**Student:** You wrote that the wings $f_{\mathbf G0}$ and $f_{0\mathbf G}$ of the silicon kernel are equal. Reality, $f(\mathbf r,\mathbf r',-\omega)=f(\mathbf r,\mathbf r',\omega)^*$, cannot give that.

**Lecturer:** It takes time reversal of Hamiltonian and ground state. With fields $\propto e^{-i\omega t}$, $\rho_n(\mathbf r)=\langle0|\hat n(\mathbf r)|n\rangle$ and $\rho_n(\mathbf r)\rho_n^*(\mathbf r')=S_n+iA_n$ ($S_n$ real symmetric, $A_n$ real antisymmetric),
$$\chi(\mathbf r,\mathbf r',\omega)=\frac2\hbar\sum_n\frac{\omega_nS_n+i\omega A_n}{(\omega+i0)^2-\omega_n^2}.$$
Time reversal pairs $\rho_n$ with $\rho_n^*$, so $A_n$ cancels within each level. Then $\chi$, $\chi_s$ and $f=\chi_s^{-1}-\chi^{-1}-v$ are symmetric, up to terms depending on $\mathbf r$ or $\mathbf r'$ alone, which vanish at nonzero $\mathbf q+\mathbf G$. Hence $f_{\mathbf{GG}'}(\mathbf q)=f_{-\mathbf G',-\mathbf G}(-\mathbf q)$, and inversion about a bond centre, our origin, gives $f_{\mathbf{GG}'}(\mathbf q)=f_{\mathbf G'\mathbf G}(\mathbf q)$.

**Student:** And in a magnetic field?

**Lecturer:** Put both systems in the same $\mathbf B$. Time reversal flips $\mathbf B$, inversion does not, so $f_{\mathbf G0}(\mathbf B)=f_{0\mathbf G}(-\mathbf B)$. To first order
$$f^A=\chi^{-1}\chi^A\chi^{-1}-\chi_s^{-1}\chi_s^A\chi_s^{-1},$$
with $\chi^A$ the $A_n$ sum. It carries a factor $\omega$: static wings stay equal, and at $\omega=iu$ the kernel stays real but gains an antisymmetric part.

**Student:** The wings diverge as $1/q$. Does the correction?

**Lecturer:** Yes. Let $\tilde\chi^{-1}=\chi^{-1}+v$, with $\tilde\chi$ having head $q^2a$, wings $q\,p$, $q\,p'$ and body $b$. Block inversion gives
$$(\tilde\chi^{-1})_{\mathbf G0}=\frac{\mathbf u_{\mathbf G}\cdot\hat{\mathbf q}}{q\,h},\quad \mathbf u_{\mathbf G}\cdot\hat{\mathbf q}=-(b^{-1}p)_{\mathbf G},\quad h=a-p'b^{-1}p,$$
and likewise for $\chi_s$. Since $1/(q^2h)$ is the head of the inverse, $h$ is even in $\mathbf B$. For $\mathbf G\parallel[111]$, $C_{3v}$ symmetry makes $\mathbf u=u\hat{\mathbf G}$ at zero field and allows one linear term, along $\mathbf B\times\hat{\mathbf G}$.

**Student:** Symmetry gives no size.

**Lecturer:** So model it by Larmor's theorem. For $\mathbf B\parallel z$ the orbital coupling is $\omega_LL_z$, $\omega_L=eB/2m_e$. In an axially symmetric system the response to a potential $x\pm iy$ is the zero-field one at $\omega\mp\omega_L$. Assume that for $u$. In Cartesian form $u\delta_{ij}\to u\delta_{ij}+i\omega_Lu'\epsilon_{ijz}$, with $u'=du/d\omega$, and
$$\delta\equiv\frac{f_{\mathbf G0}-f_{0\mathbf G}}{\tfrac12(f_{\mathbf G0}+f_{0\mathbf G})}=2i\omega_L\,\frac{u_s'/h_s-u'/h}{u_s/h_s-u/h}\,\frac{\hat{\mathbf z}\cdot(\hat{\mathbf G}\times\hat{\mathbf q})}{\hat{\mathbf G}\cdot\hat{\mathbf q}}.$$
For $\mathbf q\parallel x$ the last factor is $-1$. Assume $u$ and $u_s$ both vary as $1+\omega^2/\omega_d^2$; then $h$ and $h_s$ drop out and
$$|\delta|=\frac{4\omega_L\omega}{\omega_d^2+\omega^2}.$$
Set $\hbar\omega_d$ to the direct gap, 3.35 eV (compiled, Tiago 2004): $\omega_d=5.09\times10^{15}\ \mathrm{s^{-1}}$. At $1.55\ \mu$m, $\omega=1.22\times10^{15}\ \mathrm{s^{-1}}$; the photon energy, 0.80 eV, lies below the 1.12 eV gap (compiled, Wing 2021). At 10 T, $\omega_L=8.79\times10^{11}\ \mathrm{s^{-1}}$, and the model gives $|\delta|=1.6\times10^{-4}$.

**Student:** Silicon is cubic, not axial. And you dropped spin.

**Lecturer:** Spin reaches the density response through spin-orbit coupling, at relative order $0.044/3.35=0.013$ (splitting compiled by the Ioffe Institute archive). The crystal field is serious: it rescales $\omega_L$ by an uncomputed factor of order one, of either sign, and differently in the two systems. Take $u\approx u_s$ but $u'=(1+\eta)u_s'$. Then $\delta$ is multiplied by $1-\eta\,(\tilde\chi^{-1})_{00}/f_{00}$. Ignoring local fields, $(\tilde\chi^{-1})_{00}=-v/(\varepsilon-1)=-0.093\,v$, with $v=e^2/\varepsilon_0q^2$ and $\varepsilon=11.7$ (compiled, Ioffe Institute). A typical long-range head is $f_{00}=-(\alpha/4\pi)v=-0.016\,v$ with $\alpha\approx0.2$. The ratio is about 6, so a mismatch of one part in six already cancels or doubles the effect, and $\eta=-1$ lifts $|\delta|$ to $1\times10^{-3}$.

**Student:** Then which digit can I trust?

**Lecturer:** None beyond the order of magnitude. The rigorous part, for small $B$ and $\omega$, is the form $i\omega\,\mathbf B\cdot(\hat{\mathbf G}\times\hat{\mathbf q})/q$, imaginary below absorption because the kernel is Hermitian there. For $\mathbf q\parallel x$ at 10 T and $1.55\ \mu$m, with $u\approx u_s$ and $|\eta|\lesssim1$, the model's asymmetry is of order $10^{-4}$ to $10^{-3}$ of the wing unless the mismatch cancels it. That is an estimate for this geometry, not a bound. The asymmetry is zero whenever $\mathbf B$, $\mathbf q$ and $\mathbf G$ are coplanar. For $\mathbf q\parallel[1\bar10]$ the symmetric wing vanishes while the field term does not, so the wing is purely antisymmetric and $\delta$ diverges.